\section*{Retardation corrections to the shape-independent quality factor of localised plasmons}

\subsection*{Statement}

A particle of one homogeneous metal, of arbitrary shape and with local permittivity $\varepsilon(\omega)=\varepsilon'+i\varepsilon''$, lies in a lossless, non-dispersive host of permittivity $\varepsilon_h$. Fields vary as $e^{-i\omega t}$, the host wavenumber is $k=\sqrt{\varepsilon_h}\,\omega/c_0$ with $c_0$ the vacuum speed of light, and $\varepsilon'_\omega\equiv d\varepsilon'/d\omega$. The quality factor of a mode of complex frequency $\tilde\omega$ is $Q=\mathrm{Re}\,\tilde\omega/(-2\,\mathrm{Im}\,\tilde\omega)$. For $Q\gg1$ it equals $\omega W/\mathcal{P}$, with $W$ the stored energy and $\mathcal{P}$ the power lost, and also the ratio of the resonance frequency to the full width at half maximum.

In the quasi-static limit $k\to0$ and for weak loss, every plasmon mode has (Wang and Shen, 2006)
\begin{equation}
Q_0(\omega)=\frac{\omega\,\varepsilon'_\omega}{2\varepsilon''},
\label{Q0}
\end{equation}
evaluated at the resonance frequency, which is all that the geometry selects. For a Drude metal, $\varepsilon=\varepsilon_\infty-\omega_p^2/(\omega^2+i\gamma\omega)$, Eq.~\eqref{Q0} gives $Q_0=\omega^3/[\gamma(\omega^2+\gamma^2)]$, which is $\omega/\gamma$ up to a relative term $\gamma^2/\omega^2$.

When the quasi-static assumption is dropped, an isolated mode with depolarisation eigenvalue $L$ and real polarisation pattern $\mathbf p(\mathbf r)$ has
\begin{equation}
Q=Q_0(\omega)\,\frac{1+2u}{1+v},\qquad
u=\frac{\varepsilon_h k^2A}{L^2\,\omega\varepsilon'_\omega},\qquad
v=\frac{\varepsilon_h k^3B}{L^2\,\varepsilon''},
\label{main}
\end{equation}
and its frequency is shifted by $\delta\omega/\omega=-u$. With $\mathbf R=\mathbf r-\mathbf r'$ and all integrals over the particle volume $V$,
\begin{equation}
A=\frac{1}{\int p^2\,d^3r}\iint \mathbf p(\mathbf r)\cdot\frac{\mathsf I+\hat{\mathbf R}\hat{\mathbf R}}{8\pi R}\cdot\mathbf p(\mathbf r')\,d^3r\,d^3r',\qquad
B=\frac{\left|\int\mathbf p\,d^3r\right|^2}{6\pi\int p^2\,d^3r}.
\label{AB}
\end{equation}
The lowest term in particle size, $2u\propto k^2$, raises $Q$ and comes from the magnetic field of the mode. The next term, $v\propto k^3$, lowers $Q$ and is dipole radiation. Their ratio is
\begin{equation}
\frac{v}{2u}=Q_0\,\frac{kB}{A},
\label{ratio}
\end{equation}
so the formally higher term dominates once $kB/A>1/Q_0$. Both terms depend on shape. For the longitudinal mode of a prolate spheroid with semi-axes $a,a,c$, aspect ratio $\eta=c/a$ and $\beta=\sqrt{\eta^2-1}$,
\begin{equation}
L=\frac{\eta\,\mathrm{arcosh}\,\eta-\beta}{\beta^3},\qquad
A=\frac{a^2}{5}\left[1+(2\eta^2-1)L\right],\qquad
B=\frac{V}{6\pi}=\frac{2}{9}\eta a^3 .
\label{sph}
\end{equation}
In a Drude model of a gold rod in water with $\eta=4$, the net change of $Q$ is $-1\,\%$ at 10 nm width, $-14\,\%$ at 20 nm and about minus one third at 30 nm.

\subsection*{Where the assumption enters}

Let $\chi=\varepsilon/\varepsilon_h-1$ and $\mathbf P=\varepsilon_0\varepsilon_h\chi\mathbf E$ inside the particle. A source-free mode obeys the volume integral equation
\begin{equation}
\frac{\mathbf P(\mathbf r)}{\chi}=\int_V \mathsf G(\mathbf R)\cdot\mathbf P(\mathbf r')\,d^3r',\qquad
\mathsf G=(k^2\mathsf I+\nabla\nabla)\frac{e^{ikR}}{4\pi R},
\label{vie}
\end{equation}
with the derivatives understood as distributions. The quasi-static assumption is the single step $\mathsf G\to\mathsf G_0=\nabla\nabla(1/4\pi R)$. The Fourier transform of $\mathsf G_0$ is $-\hat{\mathbf q}\hat{\mathbf q}$, so $-\mathsf G_0$ restricted to $V$ is a real symmetric operator bounded by 0 and 1. Its eigenvalues $L$ are real, contain no frequency and do not change when the particle is rescaled. Equation~\eqref{vie} becomes $1/\chi=-L$, or
\begin{equation}
\varepsilon(\tilde\omega)=\varepsilon_n\equiv\varepsilon_h\left(1-\frac1L\right).
\label{res0}
\end{equation}
Let $\omega_0$ solve $\varepsilon'(\omega_0)=\varepsilon_n$. Linearising about it gives $\varepsilon'_\omega(\tilde\omega-\omega_0)+i\varepsilon''=0$, hence $\mathrm{Im}\,\tilde\omega=-\varepsilon''/\varepsilon'_\omega$, which is Eq.~\eqref{Q0}. The proof uses two properties of $\varepsilon_n$: it is real, and it is independent of $\omega$. Retardation spoils the second at order $k^2$ and the first at order $k^3$.

For the Drude metal Eq.~\eqref{res0} is a quadratic. With $\Omega^2=\omega_p^2/(\varepsilon_\infty-\varepsilon_n)$ its root is $\tilde\omega=\sqrt{\Omega^2-\gamma^2/4}-i\gamma/2$. The pole definition therefore gives $Q=\mathrm{Re}\,\tilde\omega/\gamma$ exactly, and the linearised form differs from it at relative order $\gamma^2/\omega^2$.

\subsection*{Derivation of the correction}

Insert $e^{ikR}/R=1/R+ik-k^2R/2-ik^3R^2/6+\dots$ into $\mathsf G$ and use $\nabla\nabla R=(\mathsf I-\hat{\mathbf R}\hat{\mathbf R})/R$ and $\nabla\nabla R^2=2\mathsf I$. The term linear in $k$ is a constant and is removed by the gradients, which leaves
\begin{equation}
\mathsf G=\mathsf G_0+k^2\,\frac{\mathsf I+\hat{\mathbf R}\hat{\mathbf R}}{8\pi R}+\frac{ik^3}{6\pi}\,\mathsf I+O(k^4).
\label{exp}
\end{equation}
Every term is a symmetric kernel and the static mode is real, so first-order perturbation theory for an isolated eigenvalue gives
\begin{equation}
\frac1\chi=-L+k^2A+ik^3B+O(k^4),
\label{pert}
\end{equation}
with $A$ and $B$ from Eq.~\eqref{AB}. The transform of $\mathsf G$ is $(k^2\mathsf I-\mathbf q\mathbf q)/(q^2-k^2)$, whose $k^2$ coefficient is $(\mathsf I-\hat{\mathbf q}\hat{\mathbf q})/q^2$. This kernel is positive, so $A>0$. The Cauchy--Schwarz inequality gives $0\le B\le V/6\pi$, with equality above for a uniform mode and $B=0$ for a dark mode.

Solving Eq.~\eqref{pert} for $\varepsilon=\varepsilon_h(1+\chi)$ gives
\begin{equation}
\varepsilon(\tilde\omega)-\varepsilon_n+\Delta+i\Gamma=0,\qquad
\Delta=\frac{\varepsilon_hk^2A}{L^2},\qquad
\Gamma=\frac{\varepsilon_hk^3B}{L^2}.
\label{res1}
\end{equation}
The real part vanishes at $\omega_0+\delta\omega$ with $\delta\omega=-\Delta/\varepsilon'_\omega$, which is the red shift $-u\omega$. Since $\Delta\propto\omega^2$, the slope of the real part times $\omega$ is $\omega\varepsilon'_\omega+2\Delta$, and the imaginary part is $\varepsilon''+\Gamma$. Linearising as before,
\begin{equation}
Q=\frac{\omega\varepsilon'_\omega+2\Delta}{2(\varepsilon''+\Gamma)},
\end{equation}
which is Eq.~\eqref{main}. The denominator $1+v$ is left unexpanded because $v$ compares two small quantities and need not be small. In Eq.~\eqref{main} $Q_0$ is taken at the shifted frequency, so the factor measures the departure from the universal curve $Q_0(\omega)$.

An energy balance identifies the two terms. The stored energy is
\begin{equation}
W=\tfrac14\left[\varepsilon_0\,\frac{d(\omega\varepsilon')}{d\omega}\int_V|E|^2+\varepsilon_0\varepsilon_h\int_{\rm out}|E|^2+\mu_0\int|H|^2\right].
\end{equation}
Through order $k^2$ no power leaves, and the complex Poynting theorem gives $\varepsilon_0\varepsilon'\int_V|E|^2+\varepsilon_0\varepsilon_h\int_{\rm out}|E|^2=\mu_0\int|H|^2$. Hence $4W=\varepsilon_0\,\omega\varepsilon'_\omega\int_V|E|^2+2\mu_0\int|H|^2$. In the static mode $\mathbf E$ is longitudinal, so $\mathbf D$ equals the transverse part $\mathbf P_T$ of the polarisation, and $\nabla\times\mathbf H=-i\omega\mathbf P_T$ gives $\int|H|^2=\omega^2A\int_V|P|^2$. With $|\chi|=1/L$ this yields $\mu_0\int|H|^2=\Delta\,\varepsilon_0\int_V|E|^2$. Half of $2u$ is thus magnetic energy, and the other half is the additional electric energy that balances it. The absorbed power is $\tfrac12\omega\varepsilon_0\varepsilon''\int_V|E|^2$. The radiated power is $v$ times this, so the fraction $v/(1+v)$ of the plasmon decay is radiative. That fraction is also the share of the decay of an emitter through this mode that reaches the far field.

\subsection*{Prolate spheroid}

The longitudinal mode is uniform, $\mathbf p=\hat{\mathbf z}$ inside $V$, so $B=V/6\pi$ with $V=4\pi a^2c/3$. The shape function has the transform $Vf(q\rho)$, where $f(s)=3j_1(s)/s$, $\rho=\sqrt{a^2+(c^2-a^2)\mu^2}$ and $\mu=q_z/q$. The radial integrals are $\int_0^\infty s^2f^2ds=3\pi/2$ and $\int_0^\infty f^2ds=3\pi/5$. Therefore
\begin{align}
L&=V\!\int\!\frac{d^3q}{(2\pi)^3}\,\mu^2f^2=\frac{a^2c}{2}\int_{-1}^{1}\frac{\mu^2\,d\mu}{\rho^3},\\
A&=V\!\int\!\frac{d^3q}{(2\pi)^3}\,\frac{1-\mu^2}{q^2}f^2=\frac{a^2c}{5}\int_{-1}^{1}\frac{(1-\mu^2)\,d\mu}{\rho}.
\end{align}
Both integrals are elementary. The first gives $L$ of Eq.~\eqref{sph}. The second gives $A=(a^2\eta/5\beta^3)[(2\eta^2-1)\,\mathrm{arcosh}\,\eta-\eta\beta]$, and eliminating $\mathrm{arcosh}\,\eta$ in favour of $L$ gives the form in Eq.~\eqref{sph}. For a sphere $L=1/3$, $A=4a^2/15$ and $B=2a^3/9$. Equation~\eqref{res1} then reads $\varepsilon/\varepsilon_h=-2-\tfrac{12}{5}(ka)^2-2i(ka)^3$, which is the expansion of the electric dipole pole of Mie theory.

The next imaginary term of Eq.~\eqref{pert} is also simple. Static modes orthogonal to the uniform one carry no dipole moment along $z$, so the second-order cross term between the $k^2$ and $k^3$ kernels vanishes. What remains is the expectation value of $\mathrm{Im}\,\mathsf G=(k^3/16\pi^2)\int d\Omega\,(\mathsf I-\hat{\mathbf n}\hat{\mathbf n})\,e^{ik\hat{\mathbf n}\cdot\mathbf R}$. With $f^2\simeq1-s^2/5$ and a mean of $\mu^2$ equal to $1/5$ under the weight $1-\mu^2$, this multiplies $B$ by $1-k^2(4a^2+c^2)/25$.

\subsection*{Size of the correction for gold nanorods}

The inputs are typical values. For gold below the onset of interband absorption (about 1.8 eV) they are $\varepsilon_\infty=9.5$, $\hbar\omega_p=9.0$ eV and $\hbar\gamma=70$ meV, and for water $\varepsilon_h=1.77$. The rod is modelled as a spheroid with $\eta=4$ and width $d=2a$. All numbers below are this model's.

Equation~\eqref{sph} gives $L=0.0754$, $A=0.668\,a^2$ and $B=0.889\,a^3$. Equation~\eqref{res0} gives $\varepsilon_n=-21.7$ and $\hbar\omega_0=1.61$ eV, a vacuum wavelength of 770 nm. At that frequency $\omega\varepsilon'_\omega=62.3$, $\varepsilon''=1.36$, $Q_0=23.0$, $k=0.01085\ \mathrm{nm^{-1}}$ and $\varepsilon_h/L^2=311$, so that
\begin{equation}
u=3.34\,(ka)^2,\qquad v=204\,(ka)^3 .
\end{equation}
The large coefficient of $v$ comes from the factor $1/L^2$ and the smallness of $\varepsilon''$. The terms $2u$ and $v$ are equal at $d=6.0$ nm. Below that width $Q$ exceeds $Q_0$, but $2u-v$ peaks at two thirds of it, $d=4.0$ nm, with a value of only 0.001.

Evaluating $u$ and $v$ at $\omega_0$ needs a test, because for a Drude metal $v\propto k^3/\varepsilon''\propto\omega^6$ and the shift is several per cent. The test keeps Eq.~\eqref{pert} unexpanded. With $M=L-k^2A$, the resonance $\omega_r$ solves $\varepsilon'=\varepsilon_h(1-1/M)$, and Eq.~\eqref{main} holds with $L\to M$ and all quantities taken at $\omega_r$. The table lists the first-order values at $\omega_0$, then the self-consistent values, then the surface term discussed below.

\begin{center}
\begin{tabular}{cc|ccc|cccc|c}
$d$ (nm) & $2c$ (nm) & $2u$ & $v$ & $\frac{1+2u}{1+v}$ & $\hbar\omega_r$ (eV) & $Q_0(\omega_r)$ & $Q/Q_0$ & $\hbar\omega_r/Q$ (meV) & $\gamma_s/\gamma$\\ \hline
10 & 40 & 0.020 & 0.033 & 0.99 & 1.59 & 22.7 & 0.99 & 71 & 0.48\\
20 & 80 & 0.079 & 0.26 & 0.86 & 1.55 & 22.1 & 0.86 & 81 & 0.24\\
30 & 120 & 0.18 & 0.88 & 0.63 & 1.48 & 21.1 & 0.66 & 107 & 0.16\\
\end{tabular}
\end{center}

The two evaluations nearly coincide because the red shift lowers $v$ while the replacement of $L$ by the smaller $M$ raises it. For the $20\times80$ nm rod the resonance moves to 801 nm, $Q$ falls to 19, and the line broadens from the quasi-static 70 meV to 81 meV. Radiation alone would give the first-order factor $1/(1+v)=0.79$ in place of 0.86, so the $k^2$ term recovers about a third of the loss in $Q$ and cannot be omitted at this size. The radiative fraction $v/(1+v)$ at $\omega_r$ is 0.20.

\subsection*{Neglected terms}

\emph{Higher orders in $k$.} The $k^5$ factor derived above lowers $v$ by 0.9\,\% at $d=20$ nm and by 2.1\,\% at $d=30$ nm. The real $k^4$ terms are not computed here. Their formal expansion parameter $(kc)^2$ is 0.19 and 0.42 for these two widths. A change of $u$ by that fraction would move $1+2u$ by 0.015 and 0.07. The ratio $Q/Q_0$ is thus supported to about two figures at 20 nm, and only as roughly two thirds at 30 nm.

\emph{Host dispersion.} A dispersive host adds $(1/L-1)\,\omega\,d\varepsilon_h/d\omega$ to the slope $\omega\varepsilon'_\omega$, and $\omega\,d\varepsilon_h/d\omega=2n_h(n_g-n_h)$ with $n_h=\sqrt{\varepsilon_h}$ and group index $n_g$. A typical difference $n_g-n_h=0.014$ for water near 800 nm raises $Q$ by 0.7\,\%. This is comparable with the net retardation effect at 10 nm and minor for wider rods.

\emph{Rod shape.} A cylinder with hemispherical caps and the same outer dimensions has 1.375 times the volume of the spheroid. Its mode is not uniform, so $B<V/6\pi$, and at equal $L$ and frequency its $v$ is less than 1.375 times the spheroid value.

\emph{Surface damping.} Equation~\eqref{Q0} also assumes a local bulk permittivity. Electron scattering at the surface is commonly modelled by $\gamma\to\gamma+\gamma_s$, with $\gamma_s=A_sv_F/\ell$ and $\ell=4V/S$ for surface area $S$. For $\eta=4$, $\ell=1.65\,a$. A typical Fermi velocity $v_F=1.4\ \mathrm{nm\,fs^{-1}}$ and an assumed coefficient $A_s=0.3$ give $\hbar\gamma_s=17$ meV at $d=20$ nm and the last column of the table. This term scales as $1/d$ against $d^3$ for $v$, and the two are equal near $d=20$ nm. Below that width the larger departure from $Q_0$ comes from the surface, and the small excess of $Q$ over $Q_0$ for $d<6.0$ nm is hidden entirely. The coefficient $A_s$ depends on the surface coating, so this column is an estimate of scale.

Scaling $\varepsilon''$ by $1+\gamma_s/\gamma$ in the self-consistent expression gives, for the $20\times80$ nm rod, $Q=16$, a width of 97 meV and a radiative fraction of 0.17. Single gold rods of this size typically show widths of order 0.1 eV. The inputs $\gamma$ and $A_s$ were chosen as values that reproduce such typical behaviour, so the model's width is not an independent prediction of it. For shorter rods, whose resonance approaches the interband onset, the Drude form underestimates $\varepsilon''$. Equations~\eqref{Q0} and~\eqref{main} still apply there, with the full $\varepsilon(\omega)$ in place of the Drude form.